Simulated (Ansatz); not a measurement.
## HfB2: energy less free atoms and pressure against volume per atom

All results are calculated (Ansatz 0.2.0). Periodic Kohn-Sham DFT of a crystal at fixed atoms; pressure and stress are positive in compression; the energy is the free energy less that of spherical unpolarised free atoms; site moments are those in the method's own spheres, positive along +z.

Cell of the first row (space group P6/mmm, No. 191):
```
CELL_PARAMETERS angstrom
3.07590 0.00000 0.00000
-1.53800 2.66380 0.00000
0.00000 0.00000 3.40900
ATOMIC_POSITIONS crystal
Hf 0.00000 0.00000 0.00000
B 0.33333 0.66667 0.50000
B 0.66667 0.33333 0.50000
```

Settings of every row: method all-electron LAPW; functional PBEsol; relativity scalar; k mesh 13x13x11; filling fermi-dirac; smearing width 0.05 eV; basis error target 0.5 meV/atom; nucleus gaussian.

Atom start moment: 0 on all atoms.

Limits: no spin-orbit coupling on heavy atoms.

```csv
row,volume per atom (Å³),energy less free atoms (eV/atom),pressure (GPa)
1,9.311,-8.4249,12.807
2,9.509,-8.4368,6.529
3,9.707,-8.4413,0.843
4,9.806,-8.441,-1.796
5,9.905,-8.4391,-4.307
6,10.004,?,?
7,10.103,-8.4308,-8.975
8,10.301,-8.4171,-13.205
9,10.499,-8.3983,-17.039
```

Question: what energy less free atoms and pressure should row 6 give?

Worked fit of energy less free atoms. Take u = (V_r/V)^(2/3) − 1 with V_r = 9.8555 Å³ an atom, which is twice the finite (Eulerian) strain; such expansions in the strain, on which the Birch-Murnaghan equation of state is built, carry the rest volume and the bulk modulus. The shown rows have u = 0.03862, 0.02415, 0.01017, 0.00336, -0.00333, -0.0164, -0.02904, -0.04129. Least squares give energy less free atoms = −8.44024 − 0.2851 × u + 17.678 × u² eV/atom; a straight line predicts inner rows, each left out in turn, worse (root mean square 0.0091 against 3e-05 eV/atom). All shown rows lie on it to the printed digit. Its lowest point lies at u = 0.0081, or V = 9.737 Å³ an atom, and the curvature there gives the bulk modulus at fixed shape and fractions, B = (4/9)(1 + u)² E″(u)/V = 263 GPa. Letting shape and atoms relax would as a rule lower it, by much in layered, chain or molecular crystals. The withheld row has u = -0.00992, so the fit gives −8.44024 − 0.2851 × (-0.00992) + 17.678 × (-0.00992)² = -8.4357 eV/atom.

The calculation gave -8.4357 eV/atom. The fit meets it to the printed digit.

Worked fit of pressure. Take u = (V_r/V)^(2/3) − 1 with V_r = 9.8555 Å³ an atom, which is twice the finite (Eulerian) strain; such expansions in the strain, on which the Birch-Murnaghan equation of state is built, carry the rest volume and the bulk modulus. The shown rows have u = 0.03862, 0.02415, 0.01017, 0.00336, -0.00333, -0.0164, -0.02904, -0.04129. Least squares give pressure = −3.067 + 375.08 × u + 910.36 × u² + 528 × u³ GPa; a parabola predicts inner rows, each left out in turn, worse (root mean square 0.0083 against 0.0011 GPa). The rows lie off it by 0.000, -0.001, 0.001, 0.000, -0.001, 0.001, 0.000, 0.000. The pressure vanishes at u = 0.0080, or V = 9.738 Å³ an atom, and there the bulk modulus at fixed shape and fractions is B = −V dP/dV = (2/3)(1 + u) dP/du = 262 GPa. Letting shape and atoms relax would as a rule lower it, by much in layered, chain or molecular crystals. The withheld row has u = -0.00992, so the fit gives −3.067 + 375.08 × (-0.00992) + 910.36 × (-0.00992)² + 528 × (-0.00992)³ = -6.699 GPa.

The calculation gave -6.699 GPa. The fit meets it to the printed digit.
